# Landau–Placzek ratio of the Rayleigh–Brillouin triplet: working notes

## 1. Premises and conventions

I want the ratio of the area $I_R$ of the unshifted line to the summed area $2I_B$ of the two Brillouin lines in the polarised light scattered by a pure fluid (Landau and Placzek, 1934). My premises:

1. One-component isotropic fluid in equilibrium at temperature $T$ and mass density $\rho$, away from a critical point, so the free energy of a fluctuation is local and quadratic.
2. Single scattering, with incident and detected polarisation both normal to the scattering plane (VV), from the scalar fluctuation $\delta\varepsilon$ of the optical dielectric constant $\varepsilon=n^2$.
3. Classical statistics, $\hbar\omega\ll k_BT$.
4. Spontaneous fluctuations of wavevector $q$ decay on average by the linearised hydrodynamic equations (Onsager regression), with frequency-independent coefficients.
5. Provisionally $\delta\varepsilon=(\partial\varepsilon/\partial\rho)_T\,\delta\rho$. I drop this premise in section 5, because in cold water it decides the answer.

The entropy $s$ and the heat capacities $c_p,c_v$ are per unit mass, $\gamma=c_p/c_v$, $\alpha=-\rho^{-1}(\partial\rho/\partial T)_p$, $\beta_{T}=\rho^{-1}(\partial\rho/\partial p)_{T}$, $\beta_S$ likewise at fixed $s$, and $v=(\rho\beta_S)^{-1/2}$ is the adiabatic sound speed. I write $u=\delta\rho/\rho$, $\theta=\delta T$, $X_q=\int_V X\,e^{-i\mathbf q\cdot\mathbf r}d^3r$ and
$$S_{XX}(q,\omega)=\frac{1}{2\pi V}\int_{-\infty}^{\infty}dt\,e^{i\omega t}\langle X_q(t)X_q^*(0)\rangle ,$$
so that $\int S_{XX}\,d\omega=\langle|X_q|^2\rangle/V$. All widths are half widths at half maximum in angular frequency.

In the first Born approximation the power scattered with frequency shift $\omega$ is proportional to $S_{\varepsilon\varepsilon}(q,\omega)$, with $q=(4\pi n/\lambda_0)\sin(\vartheta/2)$ for vacuum wavelength $\lambda_0$ and scattering angle $\vartheta$. The shifts are tiny against the light frequency, so the prefactor and $q$ are common to the three lines and cancel in the ratio.

## 2. Equal-time fluctuations

The probability of a fluctuation is $\propto e^{-W/k_BT}$, where $W=\delta E-T\delta S+p\,\delta V$ is the minimum work needed to produce it in an element of fixed mass. The first-order terms cancel. The second-order term of $E(S,V)$ is $\tfrac12(\delta T\,\delta S-\delta p\,\delta V)$, since $\partial E/\partial S=T$ and $\partial E/\partial V=-p$. With $\delta V/V=-u$, the work per unit volume is
$$w=\tfrac12\left(\rho\,\theta\,\delta s+u\,\delta p\right).\tag{1}$$

**Variables $(s,p)$.** I have $(\partial T/\partial s)_p=T/c_p$ and $\rho^{-1}(\partial\rho/\partial s)_p=-\alpha T/c_p$. The Maxwell relation from the enthalpy, $(\partial T/\partial p)_s=(\partial\rho^{-1}/\partial s)_p$, gives $T\alpha/(\rho c_p)$. Hence
$$\theta=\frac{T}{c_p}\delta s+\frac{T\alpha}{\rho c_p}\delta p,\qquad u=-\frac{T\alpha}{c_p}\delta s+\beta_S\,\delta p.\tag{2}$$
In (1) the cross terms $\pm(T\alpha/c_p)\,\delta s\,\delta p$ cancel, leaving $w=\tfrac12[(\rho T/c_p)\delta s^2+\beta_S\,\delta p^2]$.

For a real field with $w=\tfrac12AX^2$, Parseval gives $W=(A/2V)\sum_q|X_q|^2$. The pair $\pm\mathbf q$ contributes $(A/V)[(\mathrm{Re}X_q)^2+(\mathrm{Im}X_q)^2]$, each square term carries $k_BT/2$, and so $\langle|X_q|^2\rangle/V=k_BT/A$. Therefore
$$\frac{\langle|\delta s_q|^2\rangle}{V}=\frac{k_Bc_p}{\rho},\qquad \frac{\langle|\delta p_q|^2\rangle}{V}=\frac{k_BT}{\beta_S},\qquad\langle\delta s_q\,\delta p_q^*\rangle=0,\tag{3}$$
and from (2)
$$\frac{\langle|u_q|^2\rangle}{V}=k_BT\left[\frac{T\alpha^2}{\rho c_p}+\beta_S\right].\tag{4}$$

**Variables $(\rho,T)$.** Here $(\partial p/\partial T)_\rho=\alpha/\beta_T$, and the Maxwell relation from the Helmholtz energy gives $\rho(\partial s/\partial\rho)_T=-\alpha/(\rho\beta_T)$:
$$\delta s=\frac{c_v}{T}\theta-\frac{\alpha}{\rho\beta_T}u,\qquad \delta p=\frac{u+\alpha\theta}{\beta_T}.\tag{5}$$
The cross terms cancel again, $w=\tfrac12[(\rho c_v/T)\theta^2+u^2/\beta_T]$, so
$$\frac{\langle|u_q|^2\rangle}{V}=k_BT\beta_T,\qquad\frac{\langle|\theta_q|^2\rangle}{V}=\frac{k_BT^2}{\rho c_v},\qquad\langle u_q\theta_q^*\rangle=0.\tag{6}$$

Both descriptions refer to one Gaussian. Comparing (4) with (6) gives $\beta_T-\beta_S=T\alpha^2/(\rho c_p)$. Computing $\langle|\delta s_q|^2\rangle$ from (5) and (6) and comparing with (3) gives $c_p-c_v=T\alpha^2/(\rho\beta_T)$. Dividing the first by $\beta_T$ and the second by $c_p$ yields the same right side, so $\beta_S/\beta_T=c_v/c_p$ and
$$\gamma-1=\frac{\beta_T-\beta_S}{\beta_S}=\frac{T\alpha^2v^2}{c_p}=\frac{T\alpha^2}{\rho c_v\beta_T}.\tag{7}$$
The entropy and pressure terms of (4) thus stand in the ratio $\gamma-1$. What statics cannot tell me is where in the spectrum each part appears.

## 3. Dynamics

With $\psi=\nabla\cdot\mathbf v_{\rm fl}$ the divergence of the flow velocity, shear and bulk viscosities $\eta,\zeta$ and thermal conductivity $\kappa$, the linearised equations for one Fourier component are continuity $\dot u=-\psi$, the divergence of the Navier–Stokes equation $\dot\psi=q^2\delta p/\rho-bq^2\psi$ with $b=(\zeta+\tfrac43\eta)/\rho$, and heat conduction $\rho T\,\dot{\delta s}=-\kappa q^2\theta$. Transverse flow decouples. I insert (5), use $1/(\rho\beta_T)=v^2/\gamma$, and define
$$\omega_B=vq,\qquad \Gamma_R=D_Tq^2,\quad D_T=\frac{\kappa}{\rho c_p},\qquad\Gamma_v=bq^2 .$$
Then
$$\dot u=-\psi,\qquad \dot\psi=\frac{\omega_B^2}{\gamma}(u+\alpha\theta)-\Gamma_v\psi,\qquad \dot\theta=-\gamma\Gamma_R\theta-\frac{T\alpha}{\rho c_v\beta_T}\psi.\tag{8}$$
Both couplings between temperature and the pair $(u,\psi)$ are proportional to $\alpha$. With $\phi=\alpha\theta$ and (7), the last equation reads $\dot\phi=-\gamma\Gamma_R\phi-(\gamma-1)\psi$.

I need $F(t)=\langle u_q(t)u_q^*(0)\rangle/\langle|u_q|^2\rangle$. At equal times $u$ is uncorrelated with $\theta$ by (6) and with $\psi$ by time reversal, so only the initial value $u(0)$ contributes. The Laplace transforms $\tilde X(z)=\int_0^\infty e^{-zt}X\,dt$ obey
$$z\tilde u+\tilde\psi=u(0),\quad (z+\Gamma_v)\tilde\psi=\frac{\omega_B^2}{\gamma}(\tilde u+\tilde\phi),\quad (z+\gamma\Gamma_R)\tilde\phi=-(\gamma-1)\tilde\psi .$$
Eliminating $\tilde\phi$, then $\tilde\psi$:
$$\tilde F(z)=\frac{N(z)}{P(z)},\qquad N=(z+\Gamma_v)(z+\gamma\Gamma_R)+\frac{\gamma-1}{\gamma}\omega_B^2,$$
$$P=zN+\frac{\omega_B^2}{\gamma}(z+\gamma\Gamma_R)=(z+\Gamma_R)(z^2+\Gamma_vz+\omega_B^2)+(\gamma-1)\Gamma_R\,z(z+\Gamma_v).\tag{9}$$

**Poles.** The small parameters are $\Gamma_R/\omega_B$ and $\Gamma_v/\omega_B$, both $\propto q$. Near $z=-\Gamma_R$ the second form of $P$ gives $z_R+\Gamma_R\simeq(\gamma-1)\Gamma_R^2(\Gamma_v-\Gamma_R)/\omega_B^2$, a second-order relative shift, so $z_R=-\Gamma_R$. The three roots sum to $-(\Gamma_v+\gamma\Gamma_R)$ and multiply to $-\omega_B^2\Gamma_R$. The other two are therefore, to first order,
$$z_\pm=\pm i\omega_B-\Gamma_B,\qquad\Gamma_B=\tfrac12[\Gamma_v+(\gamma-1)\Gamma_R].$$

**Residues.** $N(-\Gamma_R)=(\gamma-1)[\omega_B^2/\gamma+\Gamma_R(\Gamma_v-\Gamma_R)]$ and $P'(z_R)=(z_R-z_+)(z_R-z_-)\simeq\omega_B^2$, so the thermal residue is $(\gamma-1)/\gamma$, up to second-order relative corrections ($\Gamma_R\Gamma_v/\omega_B^2$, $\Gamma_R^2/\omega_B^2$). At $z_+$, to first order, $N=-\omega_B^2/\gamma+i\omega_B(\Gamma_v+\gamma\Gamma_R-2\Gamma_B)=-\omega_B^2/\gamma+i\omega_B\Gamma_R$ and $P'=2i\omega_B(i\omega_B-\Gamma_B+\Gamma_R)$. The quotient is $(1-i\epsilon)/2\gamma$ with $\epsilon=[\Gamma_B+(\gamma-1)\Gamma_R]/\omega_B$, and the residue at $z_-$ is its conjugate. So
$$F(t)=\frac{\gamma-1}{\gamma}e^{-\Gamma_R|t|}+\frac1\gamma e^{-\Gamma_B|t|}\left[\cos\omega_Bt+\epsilon\sin\omega_B|t|\right].\tag{10}$$
Two controls: $F(0)=1$, and $\dot F(0^+)=[-(\gamma-1)\Gamma_R-\Gamma_B+\epsilon\,\omega_B]/\gamma=0$, as continuity demands because $\langle\psi u^*\rangle=0$. The sine term is needed for the second.

**Spectrum.** $F$ is even in $t$, so $S_{uu}=k_BT\beta_T\,\pi^{-1}\mathrm{Re}\,\tilde F(i\omega)$. With $L(\omega;\Gamma)=\Gamma/[\pi(\omega^2+\Gamma^2)]$, of unit area and half width $\Gamma$,
$$\frac{S_{uu}}{k_BT\beta_T}=\frac{\gamma-1}{\gamma}L(\omega;\Gamma_R)+\frac{1}{2\gamma}\sum_\pm L(\omega\pm\omega_B;\Gamma_B)+\frac{\epsilon}{2\pi\gamma}\sum_\pm\frac{\omega_B\pm\omega}{(\omega_B\pm\omega)^2+\Gamma_B^2}.\tag{11}$$
The last term skews each Brillouin line towards the centre. Its area is the value of the sine term at $t=0$, which is zero.

## 4. The ratio

I define $I_R$ as the area of the central Lorentzian and $2I_B$ as the area of the rest. Then $I_R\propto k_BT\beta_T(\gamma-1)/\gamma=k_BT(\beta_T-\beta_S)$ and $2I_B\propto k_BT\beta_S$, which are the two terms of (4), and under premise 5
$$\boxed{\frac{I_R}{2I_B}=\frac{c_p}{c_v}-1=\frac{\beta_T-\beta_S}{\beta_S}=\frac{T\alpha^2v^2}{c_p}},\qquad \Gamma_R=\frac{\kappa q^2}{\rho c_p}.\tag{12}$$
The identification with entropy and pressure can be read off the modes. In the thermal mode $\psi=\Gamma_Ru$, and the momentum equation gives $\beta_T\,\delta p=u+\phi=\gamma\Gamma_R(\Gamma_v-\Gamma_R)u/\omega_B^2$: the mode is isobaric to second order, which is why $c_p$ appears in $D_T$. In the sound modes the heat equation gives $|\delta s|\simeq(c_p/T)(\Gamma_R/\omega_B)|\theta|$: they are adiabatic to first order. The ratio depends on neither $q$ nor the transport coefficients.

At $\alpha=0$ no expansion is needed. Then $\gamma=1$, the factor $z+\Gamma_R$ cancels between $N$ and $P$, and
$$\frac{S_{uu}}{k_BT\beta_T}=\frac1\pi\frac{\omega_B^2\Gamma_v}{(\omega^2-\omega_B^2)^2+\omega^2\Gamma_v^2}.\tag{13}$$
The thermal mode still exists and has its full variance (6), but it carries no density. The spectrum at $\omega=0$ is not zero: the doublet leaves a floor $\Gamma_v/(\pi\omega_B^2)$.

## 5. Direct coupling of light to temperature

Light sees $\varepsilon$, and in general $\delta\varepsilon=\varepsilon_\rho(u-x\theta)$ with
$$\varepsilon_\rho=\rho\left(\frac{\partial\varepsilon}{\partial\rho}\right)_T,\qquad x=-\frac{(\partial n/\partial T)_\rho}{\rho(\partial n/\partial\rho)_T}.$$
The factor $2n$ from $\varepsilon=n^2$ cancels in $x$. Premise 5 is $x=0$. Substituting (2),
$$\frac{\delta\varepsilon}{\varepsilon_\rho}=-\frac{T(\alpha+x)}{c_p}\delta s+\beta_S(1-Kx\alpha)\,\delta p,\qquad K\equiv\frac{T}{\rho c_p\beta_S}=\frac{Tv^2}{c_p}.$$
By the mode analysis above, $\delta s$ feeds the central line and $\delta p$ the doublet. With the variances (3), $I_R\propto k_BT^2(\alpha+x)^2/(\rho c_p)$ and $2I_B\propto k_BT\beta_S(1-Kx\alpha)^2$, so
$$\frac{I_R}{2I_B}=\frac{K(\alpha+x)^2}{(1-Kx\alpha)^2}.\tag{14}$$
This is the kind of correction discussed by Cummins and Gammon (1966). It reduces to (12) for $x=0$, since $K\alpha^2=\gamma-1$. The relative change of the numerator is $2x/\alpha+x^2/\alpha^2$, small only if $|x|\ll|\alpha|$. Because $(\partial n/\partial T)_p=-\rho(\partial n/\partial\rho)_T(\alpha+x)$, the optical central line vanishes where the refractive index has its extremum along the isobar, whereas the central line of the density spectrum vanishes where the density has its extremum. At $\alpha=0$, (14) is exact within (8): $u$ and $\theta$ are independent at all times, $S_{\theta\theta}$ is a pure Lorentzian of half width $\Gamma_R$, and (6) gives the ratio $x^2T/(\rho c_v\beta_T)=Kx^2$.

## 6. Glass frozen at a fictive temperature

In a glass-forming melt part of the density fluctuation follows a slow structural variable $\xi$, which I let include the relaxation of shear stress. For one wavevector the isothermal free-energy density is
$$f=\tfrac12M_Tu^2-\lambda u\xi+\tfrac12A\xi^2=\tfrac12M_T(u-u_0)^2+\tfrac12\left(A-\frac{\lambda^2}{M_T}\right)\xi^2,\qquad u_0=\frac{\lambda\xi}{M_T}.$$
At fixed $\xi$ the medium is an isotropic solid, and a density wave is a longitudinal strain, so $M_T=K_T+\tfrac43\mu$ is the unrelaxed isothermal longitudinal modulus, with bulk modulus $K_T$ and shear modulus $\mu$. With $\xi$ relaxed, minimising $f$ gives the equilibrium liquid, $1/\beta_T=M_T-\lambda^2/A$. The variables $u-u_0$ and $\xi$ are independent, and
$$\frac{\langle|u_0|^2\rangle}{V}=k_BT\frac{\lambda^2}{M_T(AM_T-\lambda^2)}=k_BT\left(\beta_T-\frac1{M_T}\right).$$
The last form holds for any number of $\xi$, being the total variance minus the fast part $k_BT/M_T$.

I now assume that $\xi$ freezes sharply at the fictive temperature $T_f$, that $\rho$, $\lambda$ and the moduli stay constant below it, and that frozen and elastic density changes couple equally to $\varepsilon$. The frozen pattern keeps the variance $k_BT_f[\beta_T(T_f)-1/M_T]$, with $\beta_T(T_f)$ that of the equilibrium liquid, and scatters elastically. The part $u-u_0$ stays in equilibrium at $T$. For it the longitudinal stress is $M_Tu+K_T\alpha_g\theta$ and the heat equation is $\rho c_v\dot\theta=T\alpha_gK_T\dot u-\kappa q^2\theta$, with $\alpha_g$ the volume expansivity of the glass. These have the form (8) with $\gamma\to M_S/M_T=1+\delta$, where $\delta=T\alpha_g^2K_T^2/(\rho c_vM_T)$ and $M_S=\rho v_L^2$ is fixed by the longitudinal Brillouin velocity $v_L$. The doublet carries $k_BT/M_S$ and the thermal line $k_BT(1/M_T-1/M_S)$. Adding both central parts,
$$\frac{I_R}{2I_B}=\frac{T_f}{T}\left[\rho v_L^2\beta_T(T_f)-1-\delta\right]+\delta\;\simeq\;\frac{T_f}{T}\left[\rho v_L^2\beta_T(T_f)-1\right].\tag{15}$$
The short form needs $\delta\ll\rho v_L^2\beta_T(T_f)-1$. The central intensity is then independent of $T$, the doublet is $\propto T$, and the frozen line has no width $D_Tq^2$. Composition fluctuations of a multicomponent glass add to $I_R$ and are not in (15).

## 7. Range of validity

- **Hydrodynamics.** $\Gamma_R,\Gamma_v\ll\omega_B$, and $q$ small against the inverse mean free path and inverse correlation length. Near a critical point the correlation length grows and the statics acquire a $q$ dependence.
- **No relaxation near $\omega_B$.** Let the viscosity relax with time $\tau$, $\Gamma_v\to\Gamma_v/(1+z\tau)$. For $\gamma=1$, $y=z\tau$, $d=\Gamma_v\tau$, $r=\omega_B\tau$, (9) becomes $\tilde F=\tau[y(1+y)+d]/[(y^2+r^2)(1+y)+yd]$. For $d,r\ll1$ a new pole lies near $y=-1$. There $1+y=-yd/(y^2+r^2)$, the numerator equals $dr^2/(y^2+r^2)\simeq dr^2$, and the slope of the denominator is near 1. This extra central line (Mountain, 1966) has weight $\simeq dr^2$ and half width $\simeq1/\tau$. For $r\gg1$ and $T=T_f$ one passes to (15).
- **Classical limit.** With $X=\hbar\omega_B/k_BT$, the anti-Stokes to Stokes ratio is $e^{-X}$, but the sum is $\propto\coth(X/2)$ and exceeds the classical value by the factor $(X/2)\coth(X/2)\simeq1+X^2/12$.
- **Scalar coupling, one component.** Form (12) needs $|x|\ll|\alpha|$, otherwise (14). Orientation fluctuations of anisotropic molecules add a broad background, and solutes or particles add narrow central lines.
- **Linearity.** Where $\alpha=0$ the first coupling of density to temperature is quadratic, sized below.

## 8. Illustration: liquid water near 4 °C

Inputs, all approximate typical values at about 0.1 MPa: density maximum at $T_0=277.13$ K; $\alpha\simeq a(T-T_0)$ with $a=1.6\times10^{-5}$ K$^{-2}$, used only within $\pm4$ K; $\rho=1000$ kg m$^{-3}$; $v=1422$ m s$^{-1}$; $c_p=4210$ J kg$^{-1}$K$^{-1}$; $\kappa=0.565$ W m$^{-1}$K$^{-1}$; $\eta=1.57\times10^{-3}$ Pa s; $\zeta=5.0\times10^{-3}$ Pa s; $n=1.336$; $\rho(\partial n/\partial\rho)_T=0.32$; $(\partial n/\partial T)_\rho=-2.0\times10^{-5}$ K$^{-1}$. The last is the least certain. I chose it so that the maximum of $n$ falls near 0 °C, where it typically lies for visible light, so that location is an input here and no prediction. Geometry: $\lambda_0=532$ nm, $\vartheta=90^\circ$.

**Positions and widths at $T_0$.** $q=2.23\times10^7$ m$^{-1}$, $\beta_S=4.95\times10^{-10}$ Pa$^{-1}$, $\omega_B=3.17\times10^{10}$ s$^{-1}$, i.e. $\omega_B/2\pi=5.05$ GHz, a fraction $9\times10^{-6}$ of the light frequency. $D_T=1.34\times10^{-7}$ m$^2$s$^{-1}$ gives $\Gamma_R=6.7\times10^7$ s$^{-1}$, or $\Gamma_R/2\pi=10.6$ MHz. $b=7.1\times10^{-6}$ m$^2$s$^{-1}$ gives $\Gamma_v=3.5\times10^9$ s$^{-1}$ and $\Gamma_B/2\pi=0.28$ GHz. The expansion parameters are $\Gamma_B/\omega_B=0.056$ and $\Gamma_R\Gamma_v/\omega_B^2=2.3\times10^{-4}$.

**Ratio.** $K=1.33\times10^5$ K$^2$ and $x=6.25\times10^{-5}$ K$^{-1}$. I hold both fixed; $K$ drifts by a few per cent over the interval, which together with the linear law for $\alpha$ limits the entries to two figures at best. The term $|Kx\alpha|$ in the denominator of (14) is at most $5\times10^{-4}$.

| $T-T_0$ (K) | $\alpha$ ($10^{-5}$ K$^{-1}$) | $\gamma-1$, eq. (12) ($10^{-4}$) | eq. (14) ($10^{-4}$) |
|---|---|---|---|
| $-4$ | $-6.4$ | 5.5 | 0.0 |
| $-2$ | $-3.2$ | 1.4 | 1.2 |
| $0$ | 0.0 | 0.0 | 5.2 |
| $+2$ | 3.2 | 1.4 | 12 |
| $+4$ | 6.4 | 5.5 | 21 |

The density ratio is a parabola with its zero at $T_0$. Over this whole interval the term dropped in premise 5 is as large as the term kept, or larger. The optical ratio is the same parabola displaced by $-x/a=-3.9$ K. At the density maximum the model leaves $Kx^2=5.2\times10^{-4}$.

**What competes with a line of weight $5.2\times10^{-4}$ at $T_0$.**

- *Brillouin floor.* The peak height $Kx^2/(\pi\Gamma_R)$, in units of the doublet area, divided by the floor of (13) is $Kx^2\omega_B^2/(\Gamma_R\Gamma_v)=2.2$. In a window $|\omega|<10\,\Gamma_R$ the floor has area $20\,\Gamma_R\Gamma_v/(\pi\omega_B^2)=1.5\times10^{-3}$, more than the line itself. $I_R$ therefore has to come from a fit to the line shape, not from counting light near zero shift.
- *Structural relaxation.* With a typical $\tau\approx1$ ps, $r=0.032$ and $d=3.5\times10^{-3}$, so the Mountain weight is $4\times10^{-6}$, spread over $10^{12}$ s$^{-1}$.
- *Anisotropy scattering.* In an isotropic fluid its VV part is $\tfrac43$ of the depolarised (VH) intensity. A typical ratio $I_{VH}/I_{VV}\approx0.04$ makes it $0.05$ of the total, far above the thermal line in area. If its half width is of order $1/\tau$, its height is more than a hundred times below the thermal peak, and it acts as a flat baseline.
- *Quantum factor.* $X=8.7\times10^{-4}$, and $X^2/12=6\times10^{-8}$.
- *Quadratic coupling.* At constant pressure $u=-\tfrac12a\theta^2$. For Gaussian isobaric $\theta$ with spectral density $k_BT^2/(\rho c_p)$, from (2) and (3), Wick pairing gives $\langle|u_q|^2\rangle/V=\tfrac12a^2[k_BT^2/(\rho c_p)]^2\int d^3k/(2\pi)^3$. Only modes with $k\lesssim q$ give a line as narrow as $\Gamma_R$; they number $q^3/6\pi^2$ per volume, and the weight relative to $k_BT\beta_S$ is $8\times10^{-10}$.

So the statement that survives is this. At the density maximum $c_p=c_v$, and the central line of the density spectrum vanishes exactly within linear hydrodynamics. In scattered light a line of half width about 10.6 MHz remains, with the model's ratio $I_R/2I_B\approx5\times10^{-4}$, and the true optical zero sits at the maximum of $n$, a few kelvin lower. The figure scales as $x^2$, so its relative uncertainty is twice that of $x$ and amounts to tens of per cent. It is a floor for clean water: as typical knowledge, the apparent central intensity of ordinary samples lies above it, often by an order of magnitude or more, because particles and stray light scatter quasi-elastically and are outside the model.